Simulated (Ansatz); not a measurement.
## HfC: the change of pressure and energy less free atoms with volume per atom

Periodic Kohn-Sham DFT of a crystal at fixed atoms; pressure and stress are positive in compression; the energy is the free energy less that of spherical unpolarised free atoms; site moments are those in the method's own spheres, positive along +z. The results are calculated, by Ansatz 0.2.0.

Cell of the first row (space group Fm-3m, No. 225):
```
HfC
1.0
      0.0000     2.2787     2.2787
      2.2787     0.0000     2.2787
      2.2787     2.2787     0.0000
Hf C
1 1
Direct
  0.00000 0.00000 0.00000
  0.50000 0.50000 0.50000
```

Settings of every row: method all-electron LAPW; functional PBE; relativity scalar; k mesh 16x16x16; filling fermi-dirac; smearing width 0.05 eV; basis error target 1 meV/atom; nucleus gaussian.

Atom start moment: 0 on all atoms.

Limits: no spin-orbit coupling on heavy atoms.

```csv
row,volume per atom (Å³),pressure (GPa),energy less free atoms (eV/atom)
1,11.831,16.229,-9.1594
2,12.328,?,?
3,12.58,0.056,-9.1956
4,12.831,-4.397,-9.1921
5,13.335,-12.087,-9.1658
```

Question: what pressure and energy less free atoms should row 2 give?

Worked fit of pressure. Take u = (V_r/V)^(2/3) − 1 with V_r = 12.706 Å³ an atom, which is twice the finite (Eulerian) strain; such expansions in the strain, on which the Birch-Murnaghan equation of state is built, carry the rest volume and the bulk modulus. The shown rows have u = 0.04872, 0.00667, -0.00651, -0.0317. Least squares give pressure = −2.2343 + 337.679 × u + 847.49 × u² GPa; a straight line predicts inner rows, each left out in turn, worse (root mean square 0.86 against 0.00064 GPa). All shown rows lie on it to the printed digit. The pressure vanishes at u = 0.0065, or V = 12.58 Å³ an atom, and there the bulk modulus at fixed shape and fractions is B = −V dP/dV = (2/3)(1 + u) dP/du = 234 GPa. The withheld row has u = 0.02034, so the fit gives −2.2343 + 337.679 × (0.02034) + 847.49 × (0.02034)² = 4.985 GPa.

The calculation gave 4.971 GPa. The fit lies 0.014 GPa (0.049 % of the column's range) above it; its largest miss of a shown row is 0.000 GPa.

Worked fit of energy less free atoms. Take u = (V_r/V)^(2/3) − 1 with V_r = 12.706 Å³ an atom, which is twice the finite (Eulerian) strain; such expansions in the strain, on which the Birch-Murnaghan equation of state is built, carry the rest volume and the bulk modulus. The shown rows have u = 0.04872, 0.00667, -0.00651, -0.0317. Least squares give energy less free atoms = −9.19471 − 0.2669 × u + 20.356 × u² eV/atom; a straight line predicts inner rows, each left out in turn, worse (root mean square 0.021 against 2.6e-05 eV/atom). All shown rows lie on it to the printed digit. Its lowest point lies at u = 0.0066, or V = 12.58 Å³ an atom, and the curvature there gives the bulk modulus at fixed shape and fractions, B = (4/9)(1 + u)² E″(u)/V = 233 GPa. The withheld row has u = 0.02034, so the fit gives −9.19471 − 0.2669 × (0.02034) + 20.356 × (0.02034)² = -9.1917 eV/atom.

The calculation gave -9.1917 eV/atom. The fit meets it to the printed digit.
